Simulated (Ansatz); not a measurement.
## A substitution series on In: CH3 to NH2

Gas-phase molecules. On one In centre, n of the CH3 ligands are replaced by NH2. The atomisation energy (no zero-point term) y in kJ/mol at CCSD(T)/def2-TZVPP. Shapes: PBE0-D4/def2-TZVP. Programs: Ansatz 0.2.0.

| molecule | n | y (kJ/mol) |
| --- | --- | --- |
| In(CH3)3 | 0 | 4421 |
| In(CH3)2(NH2) | 1 | 3949 |
| In(CH3)(NH2)2 | 2 | ? |
| In(NH2)3 | 3 | 2963 |

Problem. Fit y = c + s·n to the known rows and predict In(CH3)(NH2)2.

Solution. 
1. Means of the 3 rows: n = 1.33333, y = 3777.7.
2. Σ(Δn)² = 4.6667, Σ(Δn·Δy) = -2272.7, so the slope is -2272.7/4.6667 = -487.
3. Intercept: 3777.7 − (-487) × 1.33333 = 4427.0. The largest residual of the fit is 9.0.
4. In(CH3)(NH2)2: 4427.0 + (-487) × 2 = 3453 kJ/mol.

The run gave 3460 kJ/mol, so the prediction is off by -7 kJ/mol, within the largest residual. The steps per swap are -472, -489, -497 kJ/mol. The slope is the difference between a In–NH2 and a In–CH3 bond with the ligands’ own bonds. Other levels give for In(CH3)(NH2)2: SPW92/def2-TZVPP 4069; PBE-D4/def2-TZVPP 3610; PBE0-D4/def2-TZVPP 3537 kJ/mol. Coupled cluster in double- or triple-zeta sets underbinds by a few per cent against its basis-set limit. For atoms past krypton def2 sets carry core potentials with scalar relativity. Outer-core shells of In are correlated, in sets that cover them unevenly.

Replacing methyl by amide lowers the atomisation energy at every step, but this does not mean that In–N bonds are weaker than In–C bonds. Each swap removes one hydrogen atom and exchanges three C–H bonds for two N–H bonds, and this loss within the ligand dominates the slope. The In–N bond itself is probably the stronger of the two, through its greater polarity and some donation from the nitrogen lone pair into the formally empty 5p orbital on In.

The near-constant steps show that bond contributions are largely additive. Their steady growth from -472 to -497 kJ/mol, however, makes the series slightly concave, so the straight line falls below the computed value for In(CH3)(NH2)2. This suggests that each further amide gains a little less, as would be expected if the lone pairs compete for the same acceptor orbital. Separating the metal–ligand bond strengths from the total would require the energies of the free CH3 and NH2 radicals.
